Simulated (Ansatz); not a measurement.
## A series in volume per atom on SrB

Results calculated with Ansatz 0.2.0, not measured. Plane-wave density functional theory, PAW datasets, Gaussian smearing 0.05 eV: one cell in which all forces lie under 0.002 eV/angstrom; stress (xx yy zz yz xz xy) and pressure positive in compression; site moments are of spin alone; formation energy from the elements run alike, uncorrected.

Cell of the first row (space group Fm-3m, No. 225):
```
cell vectors (Å)
   0.0000     2.8947     2.8947
   2.8947     0.0000     2.8947
   2.8947     2.8947     0.0000
atoms (fractions of the cell vectors)
Sr  0.50000  0.50000  0.50000
B   0.00000  0.00000  0.00000
```

Settings of every row: paw set soft_2; functional PBEsol; spin treatment none; moment partition spheres; spin axis none; wave cutoff 420 eV; k mesh 10x10x10; SCF start atoms; lower state search light; symmetry use detected.

Atom first moment, atom hubbard u: 0 on all atoms.

Limits: the cell comes from a prototype or a list of computed structures and needn't be the stable phase.

| row | volume per atom (Å³) | energy above relaxed cell (meV per atom) | pressure (GPa) | formation energy (eV per atom) |
| --- | --- | --- | --- | --- |
| 1 | 24.255 | 6.88 | 1.959 | 1.2412 |
| 2 | 24.418 | 5.03 | 1.657 | 1.2393 |
| 3 | 24.572 | 3.58 | 1.382 | 1.2379 |
| 4 | 24.927 | 1.19 | 0.774 | 1.2355 |
| 5 | 25.436 | 0 | -0.032 | 1.2343 |
| 6 | 25.945 | 1.24 | -0.767 | 1.2355 |
| 7 | 26.453 | ? | ? | ? |

Question: what energy above relaxed cell and pressure should row 7 give?

Worked fit of energy above relaxed cell. Take u = (V_r/V)^(2/3) − 1 with V_r = 24.749 Å³ an atom, which is twice the finite (Eulerian) strain; such expansions in the strain, on which the Birch-Murnaghan equation of state is built, carry the rest volume and the bulk modulus. The shown rows have u = 0.01353, 0.00902, 0.0048, -0.00477, -0.01809, -0.03097. Least squares give energy above relaxed cell = 2.216 + 249.43 × u + 7034.8 × u² meV per atom; a straight line predicts inner rows, each left out in turn, worse (root mean square 1.4 against 0.009 meV per atom). The rows lie off it by 0.00, -0.01, 0.00, 0.00, -0.01, 0.00. Its lowest point lies at u = -0.0177, or V = 25.42 Å³ an atom, and the curvature there gives the bulk modulus at fixed shape and fractions, B = (4/9)(1 + u)² E″(u)/V = 38 GPa. The withheld row has u = -0.04342, so the fit gives 2.216 + 249.43 × (-0.04342) + 7034.8 × (-0.04342)² = 4.65 meV per atom.

The calculation gave 4.69 meV per atom. The fit lies 0.04 meV per atom (0.58 % of the column's range) below it; its largest miss of a shown row is 0.01 meV per atom. This row lies beyond the range of the fit.

Worked fit of pressure. Take u = (V_r/V)^(2/3) − 1 with V_r = 24.749 Å³ an atom, which is twice the finite (Eulerian) strain; such expansions in the strain, on which the Birch-Murnaghan equation of state is built, carry the rest volume and the bulk modulus. The shown rows have u = 0.01353, 0.00902, 0.0048, -0.00477, -0.01809, -0.03097. Least squares give pressure = 1.0739 + 63.557 × u + 133.01 × u² GPa; a straight line predicts inner rows, each left out in turn, worse (root mean square 0.027 against 0.0008 GPa). The rows lie off it by 0.001, -0.001, 0.000, 0.000, 0.000, 0.000. The pressure vanishes at u = -0.0175, or V = 25.41 Å³ an atom, and there the bulk modulus at fixed shape and fractions is B = −V dP/dV = (2/3)(1 + u) dP/du = 38.6 GPa. The withheld row has u = -0.04342, so the fit gives 1.0739 + 63.557 × (-0.04342) + 133.01 × (-0.04342)² = -1.435 GPa.

The calculation gave -1.436 GPa. The fit lies 0.001 GPa (0.029 % of the column's range) above it, one unit of the last digit. This row lies beyond the range of the fit.

The other values of row 7: formation energy 1.239 eV per atom.
